# Association of dopants and vacancies in the extrinsic range, and trivalent-doped ceria

## Statement

An aliovalent dopant in an ionic crystal is compensated by vacancies of opposite effective charge. Let there be $m$ dopants per vacancy, let $c$ be the number of vacancies, bound and free, per site of their sublattice, and let a vacancy bind to a dopant on any one of $z$ equivalent neighbouring sites with binding Gibbs energy $g_a=h_a-Ts_a>0$. With $q$ the bound fraction of the vacancies, $f=1-q$ and $A=zc\,e^{g_a/kT}$,

$$\frac{q}{(m-q)(1-q)}=A. \tag{1}$$

The bound fraction of the dopants is $p=q/m$ and the free-vacancy site fraction is $y=cf$.

**One dopant per vacancy** ($m=1$; Sr in NaCl, Ca in CeO$_2$). Equation (1) is Lidiard's relation $p/(1-p)^2=zc\,e^{g_a/kT}$. At low temperature $y\to(c/z)^{1/2}e^{-g_a/2kT}$ and the activation enthalpy of $\sigma T$ tends to $h_m+h_a/2$, where $h_m$ is the migration enthalpy of a free vacancy.

**Two dopants per vacancy** ($m=2$; Y or Gd in CeO$_2$). At low temperature $y\to z^{-1}e^{-g_a/kT}$, independent of $c$, the activation enthalpy tends to $h_m+h_a$, and $p\to1/2$.

**Any temperature.** The local activation enthalpy is $h_m+\theta h_a$ and the concentration exponent of $\sigma$ is $1-\theta$, with $\theta=(1-f)/(2-f)$ for $m=1$ and $\theta=(1-f^2)/(1+2f-f^2)$ for $m=2$.

**Dopant diffusion.** Where dopant and vacancy share a sublattice, the dopant diffusivity is proportional to $p$ and saturates with $c$. In ceria they occupy different sublattices, and $p$ does not govern the motion of the dopant.

## Premises and conventions

The crystal is Ce$_{1-x}$M$_x$O$_{2-x/2}$ in the fluorite structure with cubic lattice constant $a$: four cation sites and eight anion sites per cell, so $N_a=2N_c$. The anions form a simple cubic lattice of spacing $a/2$, and each cation has $z=8$ anion neighbours at $\sqrt3a/4$. In Kröger–Vink notation the defects are $\mathrm{M_{Ce}'}$ (effective charge $-e$), $\mathrm{V_O^{\bullet\bullet}}$ ($+2e$) and the pair $(\mathrm{M_{Ce}V_O})^\bullet$ ($+e$).

1. *Extrinsic range.* Thermally created ionic and electronic defects are negligible in the neutrality condition, so the vacancy number is fixed by the dopant number, $N_V=N_D/m$. For ceria $N_D=xN_c$, $m=2$, $c=N_V/N_a=x/4$ and $zc=2x$.
2. *Dilution.* The neighbour shells of different dopants do not overlap, and $zN_D\ll N_a$.
3. *One bound state.* A vacancy on a shell site has a Gibbs energy lower by $g_a$ than on any other site. The quantity $g_a$ contains the energy and the vibrational entropy of one pair of given orientation, not the orientational entropy $k\ln z$. A shell holds at most one vacancy, since a second $+2e$ vacancy is repelled by the pair.
4. *No other interaction* among free vacancies, free dopants and pairs.
5. *Equilibrium of the vacancies.* They redistribute quickly on the time scale of observation. The dopants may be frozen.
6. *Hopping.* A free vacancy jumps to each of its six neighbours at the rate $w=\nu_0e^{s_m/k}e^{-h_m/kT}$, with $\nu_0$ constant.

## Step 1: counting

Let $n$ dopants carry a vacancy. They can be chosen in $\binom{N_D}{n}$ ways, each pair has $z$ orientations, and the other $N_V-n$ vacancies are spread over the $N_f=N_a-zN_D$ sites outside all shells:

$$W(n)=\binom{N_D}{n}\,z^n\binom{N_f}{N_V-n}. \tag{2}$$

If the dopants are mobile, $W$ acquires a further factor, the number of dopant arrangements. By premise 2 it does not depend on $n$, so frozen and mobile dopants give the same equilibrium. The Gibbs energy is $G(n)=G_0-ng_a-kT\ln W(n)$. With $\ln N!\simeq N\ln N-N$,

$$\frac{d\ln W}{dn}=\ln\frac{z\,(N_D-n)(N_V-n)}{n\,(N_f-N_V+n)}. \tag{3}$$

This derivative falls monotonically from $+\infty$ at $n=0$ to $-\infty$ at $n=N_V$ (for $m\ge1$), so $G$ is convex and has one minimum, about which the relative fluctuations vanish as $N_V^{-1/2}$. Setting $dG/dn=0$ and writing $y=(N_V-n)/N_f$ gives

$$\frac{p}{1-p}=z\,e^{g_a/kT}\frac{y}{1-y},\qquad p=\frac{n}{N_D}. \tag{4}$$

Equation (4) is a Langmuir isotherm for the filling of traps. It holds whatever fixes the vacancy number. By premise 2, $1-y\simeq1$ and $N_f\simeq N_a$, with relative corrections $y$ and $zN_D/N_a=4x$, so that

$$\frac{p}{1-p}=z\,y\,e^{g_a/kT},\qquad y=c(1-q). \tag{5}$$

## Step 2: neutrality

Premise 1 gives $n=qN_V$ and $N_D=mN_V$, hence $p/(1-p)=q/(m-q)$. Insertion in (5) yields (1). In terms of $f$,

$$1-f=Af\,(m-1+f). \tag{6}$$

The positive root of this quadratic is, for the two cases,

$$f_{1}=\frac{2}{1+\sqrt{1+4A}},\qquad f_{2}=\frac{2}{1+A+\sqrt{(1+A)^2+4A}}. \tag{7}$$

For $A\ll1$ equation (6) gives $f\simeq1-mA$: all vacancies are free and $y=c$. For $A\gg1$, iteration of (6) gives

$$f_1=A^{-1/2}-\tfrac12A^{-1}+\dots,\qquad f_2=A^{-1}-2A^{-2}+\dots \tag{8}$$

Multiplication by $c$ produces the two low-temperature laws:

$$y_1\to\Big(\frac cz\Big)^{1/2}e^{-g_a/2kT},\qquad y_2\to\frac1z\,e^{-g_a/kT}. \tag{9}$$

The origin of the difference is visible in (5). For $m=1$ an empty trap exists only where a vacancy has been released, $1-p=f=y/c$, so $y$ enters twice and $y^2\propto e^{-g_a/kT}$. For $m=2$ half of the dopants stay empty when every vacancy is bound; then $p/(1-p)\to1$, and the half-filled trap level pins the chemical potential of the vacancies. For general $m>1$ the limit is $y\to e^{-g_a/kT}/[z(m-1)]$. The same algebra separates the freeze-out slopes of uncompensated and compensated semiconductors, half and all of the ionisation energy. It also shows that the half-slope is fragile: with $m=1+\delta$ the square-root law lasts only while $f\gg\delta$, and the full slope takes over below.

## Step 3: conductivity

Take a field $E$ along a cube axis. A jump of length $d=a/2$ along the field lowers the energy of the vacancy by $2eEd$, and the symmetric saddle point by half of that. Forward and backward rates are $we^{\pm eEd/kT}$, and the four transverse jumps are unaffected. To first order in $E$ the drift velocity is $v=wd\,(2eEd/kT)$. The density of free vacancies is $8y/a^3$, and successive jumps of a dilute free vacancy are uncorrelated, so $\sigma=(8y/a^3)(2e)v/E$, or

$$\sigma T=\frac{8e^2\nu_0}{ak}\,e^{s_m/k}\;c f\;e^{-h_m/kT}. \tag{10}$$

The pair is charged, and its omission from (10) needs a reason. In linear response the hopping problem is a resistor network in which each bond has a conductance proportional to its equilibrium exchange flux, the occupation of the initial site times the jump rate. For a bond far from dopants the flux is $yw$. Only the bonds that touch a shell differ: 12 along the edges of the cube of eight sites and 24 leading out of it, against 6 bonds per cation site in the crystal, a fraction $\varphi=6x$. A bound vacancy that circulates in its cube is tied to a fixed dopant and carries no steady current. It appears in dielectric and anelastic relaxation. However the altered bonds conduct, they are dilute inclusions, and Maxwell's formula for spheres, $\delta\sigma/\sigma=3\varphi(\sigma_i-\sigma)/(\sigma_i+2\sigma)$, puts their effect between about $-3\varphi/2$ and $+3\varphi$. Equation (10) therefore holds up to relative terms of order $x$.

## Step 4: local slope and concentration exponent

Take the logarithm of (6) and differentiate at fixed $m$:

$$-\frac{f}{1-f}\,d\ln f=d\ln A+d\ln f+\frac{f}{m-1+f}\,d\ln f .$$

Collecting terms, with $1+f/(1-f)=1/(1-f)$,

$$\theta\equiv-\frac{d\ln f}{d\ln A}=\left[\frac{1}{1-f}+\frac{f}{m-1+f}\right]^{-1}, \tag{11}$$

which reduces to the two forms in the statement. At fixed $c$ the Gibbs–Helmholtz relation $d(g_a/T)/d(1/T)=h_a$ gives $k\,d\ln A/d(1/T)=h_a$, whether or not $h_a$ varies with temperature. The same relation holds for the migration term. Thermal expansion in the factor $1/a$ is neglected. From (10),

$$H_\sigma\equiv-k\frac{d\ln(\sigma T)}{d(1/T)}=h_m+\theta h_a,\qquad\left.\frac{\partial\ln\sigma}{\partial\ln c}\right|_T=1-\theta. \tag{12}$$

As $f\to1$, $\theta\to0$ and $H_\sigma\to h_m$ with $\sigma\propto c$. As $f\to0$, $\theta\to1/2$ for $m=1$ and $\theta\to1$ for $m=2$. The low-temperature branch for ceria is, from (9) and (10),

$$\sigma T\to\frac{e^2\nu_0}{ak}\,e^{(s_m+s_a)/k}\,e^{-(h_m+h_a)/kT}. \tag{13}$$

The difference between the limiting slopes of an Arrhenius plot of $\sigma T$ is thus $h_a$ for a trivalent dopant and $h_a/2$ for a divalent one. Half of the vacancies are bound where $A=q/[(2-q)(1-q)]=2/3$, that is at $kT_{1/2}=g_a/\ln(1/3x)$. The oxygen tracer diffusivity is $yw\,a^2/4$ times the constant correlation factor of the simple cubic lattice, and shares $H_\sigma$.

## Step 5: diffusion of the dopant

*Shared sublattice.* For a divalent cation in a rock-salt crystal $m=1$, $z=12$, $c$ is the dopant fraction of the fcc cation sites and the jump length is $a/\sqrt2$. The dopant moves only by exchange with an adjacent vacancy. The probability that one is adjacent is $p$, so the jump frequency is $pw_2$, with $w_2$ the exchange rate, and the random-walk formula $D=\tfrac16\Gamma d^2f_c$ gives

$$D_M=\tfrac1{12}\,a^2f_c\,w_2\,p. \tag{14}$$

The correlation factor $f_c$ depends on jump rates only. For a tightly bound pair, whose dissociation rate is negligible, the vacancy at $\mathbf r$ from the dopant either exchanges ($w_2$) or jumps at rate $w_1$ to one of four other shell sites. For $\mathbf r\propto(1,1,0)$ these are $(1,0,\pm1)$ and $(0,1,\pm1)$, whose mean is $\mathbf r/2$. By symmetry the expected next jump of the dopant is $\tau\mathbf r$, with

$$\tau=\frac{w_2+4w_1\cdot\tfrac12\tau}{w_2+4w_1},\qquad\tau=\frac{w_2}{w_2+2w_1}.$$

After a dopant jump $\mathbf s$ the vacancy lies at $-\mathbf s$, so the mean cosine between jumps $j$ steps apart is $(-\tau)^j$, and $f_c=1+2\sum_{j\ge1}(-\tau)^j=(1-\tau)/(1+\tau)=w_1/(w_1+w_2)$. At fixed temperature $D_M$ follows $p=1-f_1$: it rises as $zc\,e^{g_a/kT}$ for $A\ll1$ and approaches $a^2f_cw_2/12$ as $1-A^{-1/2}$. The linear part ends below where thermal vacancies outnumber the extrinsic ones. There $y$ in (5), and with it $p$, no longer depends on $c$.

*Ceria.* An oxygen vacancy offers no site to a cation. If the dopant moves by cation vacancies $\mathrm{V_{Ce}''''}$ of site fraction $u$, the Schottky equilibrium $u\,y^2=K_S(T)$ makes $u\propto y^{-2}$: doping suppresses them as $c^{-2}$ where $f\simeq1$, and leaves them independent of $c$ where (9) applies. Cation vacancy and dopant both carry negative effective charge and repel. Equation (14) has no counterpart here. The quantities that saturate with $c$ are $p$, at $1/2$, and with it $y$, $\sigma$ and the oxygen diffusivity.

## Range of validity

The sizes below use compiled values for CeO$_2$: $a=5.411$ Å (Stimac 2024), $\varepsilon_\infty=5.31$ (as listed in "Toward a consistent prediction of defect chemistry"), and LO and TO frequencies of 595 and 272 cm$^{-1}$ (SRNL-STI-2020-00011). Fluorite has one infrared-active mode, so the Lyddane–Sachs–Teller relation gives the static constant $\varepsilon=5.31\,(595/272)^2=25.4$. The composition is $x=0.002$.

*Extrinsic range.* With the compiled O 2p to Ce 4f gap of 3 eV (Tran 2019), the factor $e^{-E_g/2kT}$ for thermal electron–hole pairs is $3\times10^{-8}$ at 1000 K, far below $x$. The practical limit is reduction, which adds vacancies together with Ce$^{3+}$ polarons. Their number must stay well below $N_D$, and their current below the ionic one, which requires oxidising atmospheres and moderate temperature. Equation (10) describes the grain interior, not grain boundaries.

*Site counting.* The corrections are $4x=0.008$ in (5) and at most about $3\varphi=0.036$ in (10).

*Neutral trimers.* A dopant has another dopant among its 12 nearest cations with probability $12x=0.024$, and such couples offer deeper sites. A neutral cluster $(\mathrm{M V M})^\times$ removes two dopants and one vacancy, and neutrality still reads $N_{\rm M'}=n+2N_{\rm free}$ for the unpaired dopants, pairs and free vacancies. While free vacancies are few compared with pairs, $N_{\rm M'}=n$, and (5) applied to the remaining dopants gives (9) again. This survives even if mobile cations gather almost wholly into trimers of binding enthalpy $h_T$: the equilibrium trimer $\rightleftharpoons$ pair + dopant makes $n\propto e^{-(h_T-h_a)/2kT}$, which exceeds $N_{\rm free}\propto e^{-h_a/kT}$ at low temperature provided $h_T<3h_a$. For point charges $h_T$ is $2h_a$ less the repulsion of the two dopants.

*Further shells.* If a vacancy can also be bound on $z_i$ sites with $g_i$, the count in (2) replaces $ze^{g_a/kT}$ by $\sum_iz_ie^{g_i/kT}$, and $h_a$ in (12) by the mean of the $h_i$ with these weights. The second shell has 24 sites at $\sqrt{11}a/4$. Coulomb scaling of $h_a=0.40$ eV by $\sqrt{3/11}$ gives 0.21 eV, a difference of 0.19 eV, and a weight relative to the first shell of $3e^{-0.19\,{\rm eV}/kT}$, which is 0.04 at 500 K and 0.33 at 1000 K. The one-shell model thus overstates $f$ at high temperature. Lattice strain around a dopant whose size differs from that of Ce$^{4+}$ shifts the shell energies and can bring them closer or reverse them.

*Long-range Coulomb interaction.* This is the leading neglected term. For $m=1$ the pairs are neutral and the charged defects vanish on cooling. For $m=2$ they do not: $N_D/2$ charges $-e$ and $N_D/2$ charges $+e$ remain. The dopant density is $n_D=4x/a^3$ and the mean spacing $n_D^{-1/3}=27$ Å, at which $U=2e^2n_D^{1/3}/4\pi\varepsilon_0\varepsilon=0.042$ eV, growing as $x^{1/3}$ to 0.090 eV at $x=0.02$. A second estimate treats these charges as a Debye–Hückel electrolyte with $\kappa^2=n_De^2/\varepsilon_0\varepsilon kT$. An ion of charge $Ze$ is stabilised by $Z^2e^2\kappa/[8\pi\varepsilon_0\varepsilon(1+\kappa R)]$. The separated defects have $\sum Z^2=4+1$ and the pair has 1, so $g_a$ is *lowered* by $2e^2\kappa/[4\pi\varepsilon_0\varepsilon(1+\kappa R)]$. At 500 K, $\kappa^{-1}=11$ Å, and with $R=\sqrt3a/4=2.343$ Å the lowering is 0.085 eV. Since $\kappa^{-1}$ is shorter than the spacing and the dopants are fixed, this is a scale and not a correction. The two estimates are $0.97\,kT$ and $2.0\,kT$ at 500 K. The limiting slope of (13) is therefore good to between a tenth and a fifth of $h_a$ at this composition, the magnitude of $y$ only to a factor of several, and the independence of $c$ is exact only as $x\to0$. At the level $x\approx0.1$, where $4x$ and $12x$ are of order one, premises 2 and 4 fail altogether.

## Numerical illustration

Take Ce$_{0.998}$Y$_{0.002}$O$_{1.999}$, so $c=5\times10^{-4}$ and $zc=0.004$. The inputs are $h_m=0.60$ eV and $h_a=0.40$ eV, approximate values chosen so that their sum is the low-temperature slope typical of very dilute Y-doped ceria, with $s_a=s_m=0$ assumed. The limiting slope is thus an input and tests nothing. For scale, the point-charge attraction at contact, $2e^2/4\pi\varepsilon_0\varepsilon R$, is 0.48 eV. That continuum estimate is crude at one bond length and cannot tell Y from Gd. The last two columns apply the $m=1$ formulas at the same $c$, $z$, $h_a$ and $h_m$, to isolate the effect of stoichiometry.

| $T$ (K) | $A$ | $f_2$ | $H_\sigma$, $m=2$ (eV) | $f_1$ | $H_\sigma$, $m=1$ (eV) |
|---|---|---|---|---|---|
| 400 | 438 | 0.0023 | 1.00 | 0.047 | 0.80 |
| 500 | 43 | 0.022 | 0.98 | 0.14 | 0.78 |
| 600 | 9.2 | 0.091 | 0.94 | 0.28 | 0.77 |
| 800 | 1.3 | 0.36 | 0.82 | 0.57 | 0.72 |
| 1000 | 0.41 | 0.60 | 0.74 | 0.76 | 0.68 |

All entries are the model's. At 400 K both columns of $H_\sigma$ have reached their limits $h_m+h_a$ and $h_m+h_a/2$ to the figures shown, and $y=cf_2=1.1\times10^{-6}$ coincides with $e^{-h_a/kT}/8$. Half of the vacancies are bound at $T_{1/2}=9.1\times10^2$ K. The approach to $h_m$ is slow: at 1000 K the local slope still lies 0.14 eV above it, so a straight line fitted to a high-temperature segment overestimates $h_m$ and underestimates $h_a$. The concentration exponent $1-\theta$ is 0.04 at 500 K and 0.65 at 1000 K.

If the attempt frequency is set equal to the TO frequency, $\nu_0=8.15\times10^{12}$ s$^{-1}$, the prefactor in (10) is $8e^2\nu_0/ak=2.2\times10^6$ S K cm$^{-1}$, and the model's conductivity is $4\times10^{-8}$ S cm$^{-1}$ at 500 K and $6\times10^{-4}$ S cm$^{-1}$ at 1000 K. Both scale with the assumed $\nu_0e^{s_m/k}$, and the first is too low by the factor of several that the Coulomb term implies, so they are orders of magnitude. The model's clearest miss is its independence of $x$ at low temperature: as typical knowledge, the slope of Y-doped ceria falls to roughly 0.8 eV near $x=0.02$, so that fixed inputs there overstate the association part by about a factor of two and understate the low-temperature conductivity. The direction is that of the Coulomb lowering of $g_a$ estimated above.